Stretch a rutile TiO₂ cell by the same fraction along all its edges, and it does not pull back equally in all directions. Whoever reads only the mean pressure from such a calculation misses this. The question here is how much tension PBE gives at the two largest volumes below, and how unevenly that tension is shared. Positive stress means compression and negative stress tension. The pressure is the mean of the three stresses, of which xx and yy are equal, and zz acts along c.

Rutile TiO₂ (6-atom cell), computed with Ansatz 0.2.0 using PBE, PAW potentials, a 420 eV plane-wave cutoff, a 6×6×8 k mesh and Fermi–Dirac smearing of 0.02 eV, without spin polarisation. Atomic positions were relaxed with r2SCAN and held fixed for the PBE stresses, which are positive in compression. The shortest distance is Ti–O.

```
volume (Å³/atom)     c/a  shortest distance (Å)  pressure (GPa)  stress xx (GPa)  stress zz (GPa)
           9.203  0.6425                  1.879           43.33            40.99            48.00
           9.493  0.6425                  1.901           31.81            30.09            35.24
           9.790  0.6425                  1.917           21.70            20.58            23.93
          10.093  0.6425                  1.933           12.87            12.36            13.91
          10.160  0.6501                  1.941           10.65            11.36             9.22
          10.264  0.6534                  1.949            7.83             9.16             5.15
          10.402  0.6425                  1.948            5.20             5.29             5.04
          10.717  0.6425                  1.962           -1.44            -0.74            -2.83
          11.038  0.6425                  1.976           -7.13            -5.80            -9.80
          11.366  0.6425                  1.989               ?                ?                ?
          11.700  0.6425                  2.001               ?                ?                ?
```

Seven of the rows with results have the same c/a, 0.6425, and their edges differ in steps of 1 %. Along them the first step of expansion lowers the pressure by 11.5 GPa, the last by only 5.7 GPa, and each step is smaller than the one before. Pressure is minus the slope of energy with volume, so this says how the forces between atoms fade. In compression the electron shells overlap, and the repulsion from this overlap rises steeply. Expansion first removes this repulsion, which quickly lowers the pressure and then turns it into tension. Once most of it is gone there is little left to remove, and the attraction weakens as well, so a further percent of stretch adds less.

The Vinet equation puts this into a formula: a restoring force linear in the edge length, damped by an exponential. Let x be the edge length divided by that of the cell at 10.402 Å³/atom. A least-squares fit of three constants to the seven rows gives, in GPa,

P = exp[−5.396 (x − 1)] × (679.7 − 674.5 x) / x²

At 11.700 Å³/atom the edges are 4 % longer, so x = 1.04. The bracket is then −21.8, the exponential 0.806 and x² 1.082, which gives P = −16.2 GPa. This row took no part in the fit.

The direction of the stress needs a second piece of physics. In rutile, TiO₆ octahedra share edges and form straight chains along c, while neighbouring chains are joined only at corners. Across each shared edge two Ti ions face each other at the length of the c edge, the shortest Ti–Ti distance in the crystal. Their repulsion acts along c only and is expected to stiffen that direction. Bending at the corners, a common reason for a framework to be soft, plays little part here, because equal stretching leaves the angles there almost unchanged. This is an argument from the structure, and no row isolates the repulsion. The stiffness it is meant to explain can, however, be read from the table.

The row at 10.160 has shorter a and b edges than the cell at 10.402 but the same c. Comparing the two shows that squeezing a and b by 1 % raises xx by 5.2 GPa and zz by 3.6 GPa. The row at 10.093, where all edges are shorter by 1 %, then gives the share of c: 1.9 GPa in xx and 5.3 GPa in zz. An equal squeeze of all edges by 1 % therefore adds 8.9 GPa along c but only 7.1 GPa across it.

The row at 10.264 tests these stiffnesses, because it was not used to obtain them. Its a and b edges are 1 % shorter than at 10.402, and its c edge is 0.68 % longer. Starting from 5.04 GPa, zz should become 5.04 + 3.57 − 0.68 × 5.30 = 5.0 GPa, and the calculation gives 5.15 GPa. The same stiffnesses explain why this row and the one at 10.160 lie about half a GPa below the pressure curve. For the same loss of volume, squeezing the softer a and b edges raises the pressure less than squeezing c.

At 10.402 the three stresses are almost equal. Equal stretching from there must make the stiffer c direction pull harder, and the difference zz − xx becomes more negative. It does so slightly faster than in proportion, because xx loses stiffness sooner than zz. The distances in the table suggest why. From 10.402 to 11.700 the edges grow by 4 %, but the shortest Ti–O distance, that of the slanted bonds within the chains, grows by only 2.7 %. The longer Ti–O bonds, which lie at right angles to c, must then stretch by more than 4 %, and they are expected to weaken first. A cubic polynomial in the edge strain, fitted to the same seven rows, allows for this uneven loss.

The forecasts, with ranges set by judgement from the spread of reasonable curves, are:

At 11.366 Å³/atom: pressure −12.0 ± 0.2 GPa, zz − xx −6.0 ± 0.2 GPa.
At 11.700 Å³/atom: pressure −16.2 ± 0.5 GPa, zz − xx −8.2 ± 0.4 GPa.

Together they put zz near −16.0 and −21.7 GPa, and xx near −10.0 and −13.5 GPa. The tension should go on growing, in ever smaller steps, and remain larger along c.

The withheld rows as computed:

```
volume (Å³/atom)     c/a  shortest distance (Å)  pressure (GPa)  stress xx (GPa)  stress zz (GPa)
          11.366  0.6425                  1.989          -12.01           -10.02           -15.98
          11.700  0.6425                  2.001          -16.12           -13.45           -21.47
```

All four forecasts hold within their ranges. At 11.366 the pressure is met to 0.01 GPa and the difference to 0.04 GPa. At 11.700 both forecasts are too negative, the pressure by 0.08 GPa or 0.5 %, the difference by 0.18 GPa or 2 %. The implied values of xx and zz are met to about 1 %, and the tension does grow in smaller steps and stays larger along c. Misses this small deserve no physical cause.

The comparison with simpler or different curves is more instructive. The third-order Birch–Murnaghan equation, also with three constants and fitted to the same rows, gives −16.4 GPa at 11.700 and so overstates the tension by 0.26 GPa. The exponential fading in the Vinet equation suits this stretched crystal better, though two rows do not prove the picture behind it. For the difference between the stresses, the constant and linear terms of the polynomial alone would give −0.25 − 4 × 1.82 = −7.5 GPa, against −8.02 GPa computed. The uneven loss of stiffness is thus a real part of the answer at 4 % strain.

Three things follow for practical use. First, equal strain is not equal stress. If the load is meant to be hydrostatic, the shape must be relaxed at each volume. The trend of zz − xx with volume shows which way it will go: c/a rises under pressure and falls under tension. At 11.700 the mean pressure alone would understate the tension along c by about 5 GPa.

Second, find the zero of stress before quoting a load. The cell at 10.402 was relaxed with another functional, r2SCAN, and PBE reports 5.2 GPa there although nobody presses on it. The fitted curve reaches zero pressure at 10.64 Å³/atom, 2.3 % above that volume, in line with the known tendency of PBE to make oxides too large. A strain counted from the r2SCAN cell therefore carries this offset into every stress.

Third, know what the printed stress leaves out. Between 10.717 and 11.038 the pressure derived from the energies is 0.27 GPa lower than the mean of the two printed pressures. Nearly a third of this is only the curvature of the pressure between the two volumes. Most of the rest is expected to come from the oxygen atoms. Their positions were relaxed with r2SCAN, so PBE still finds forces of 0.05 to 0.06 eV/Å on them, and they shift within the cell from one volume to the next. The work against these forces enters the energies but not the stress, which is taken at fixed relative positions. Relaxing the atoms with the same functional that gives the stress removes this part of the mismatch. Finally, PBE is known to favour a spurious polar distortion of rutile, more so on expansion, and these symmetric cells suppress it. The large tensions describe a crystal held in the rutile structure, and whether it would stay there needs a separate calculation of its vibrations.
